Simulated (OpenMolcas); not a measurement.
## BNH2 (SMILES B[N]): methods side by side

The species is BNH2 (4 atoms), meant as a triplet with charge 0. As SMILES, `B[N]`. Geometry: relaxed at GFN2-xTB.

```xyz
4

B    -0.0357    0.0066   -0.0239
N     1.0418   -0.1917    0.6977
H    -1.0569   -0.4740    0.3346
H     0.0509    0.6591   -1.0083
```

Each level gives the energy change with the B1–H4 bond stretched from 1.184 to 1.480 Å (eV). The values are calculated.

```tsv
level	kind	program	value (eV)	less FCI/STO-3G	CPU time (all runs)
UHF/STO-3G	Hartree–Fock	OpenMolcas	1.14	+0.35	3.4 s
USVWN5/STO-3G	LDA	OpenMolcas	0.75	-0.04	14 s
UPBE/STO-3G	GGA	OpenMolcas	0.75	-0.04	12 s
U-r2SCAN/STO-3G	meta-GGA	OpenMolcas	0.84	+0.05	16 s
UB3LYP/STO-3G	global hybrid	OpenMolcas	0.84	+0.05	15 s
CASSCF(2,2)/STO-3G	multireference	OpenMolcas	1.17	+0.38	3.3 s
ROCCSD(T)/STO-3G	coupled cluster or CI	OpenMolcas	0.80	+0.01	4.9 s
FCI/STO-3G	exact in the basis	OpenMolcas	0.79	0.00	7.7 s
```

FCI/STO-3G is exact within its basis and frozen core, so for wave-function methods in that basis the difference is their error; functionals converge differently with the basis, so for them it is only a difference. The first shape isn't each level's own minimum. The values span 0.75 to 1.17 eV. All rows use very small basis sets, so even the best lies far from the true value. Times are those of the runs behind each value, whatever else they computed, on shared processors of several kinds: orders of magnitude only.

Stretching the B–H bond costs 0.79 eV in the exact treatment, and the two levels without dynamic correlation, UHF and CASSCF(2,2), clearly overestimate this. As the bond lengthens, its σ and σ* orbitals approach in energy and left–right correlation grows, which a single configuration misses. The CASSCF label is misleading here: two parallel-spin electrons in two orbitals allow only one configuration, so the calculation is effectively restricted open-shell Hartree–Fock. Its error therefore reflects an active space without the breaking bond, not a failure of multireference theory. Coupled cluster recovers nearly all the missing correlation, suggesting that the stretched triplet is still dominated by one configuration. Recoupling of the B–H electrons with an unpaired electron on nitrogen, which strengthens the B–N bond as hydrogen departs, probably adds to the correlation effect. The density functionals lie close to the exact value on both sides, but this single displacement doesn't establish their ranking for B–H dissociation, nor does it give a bond energy.
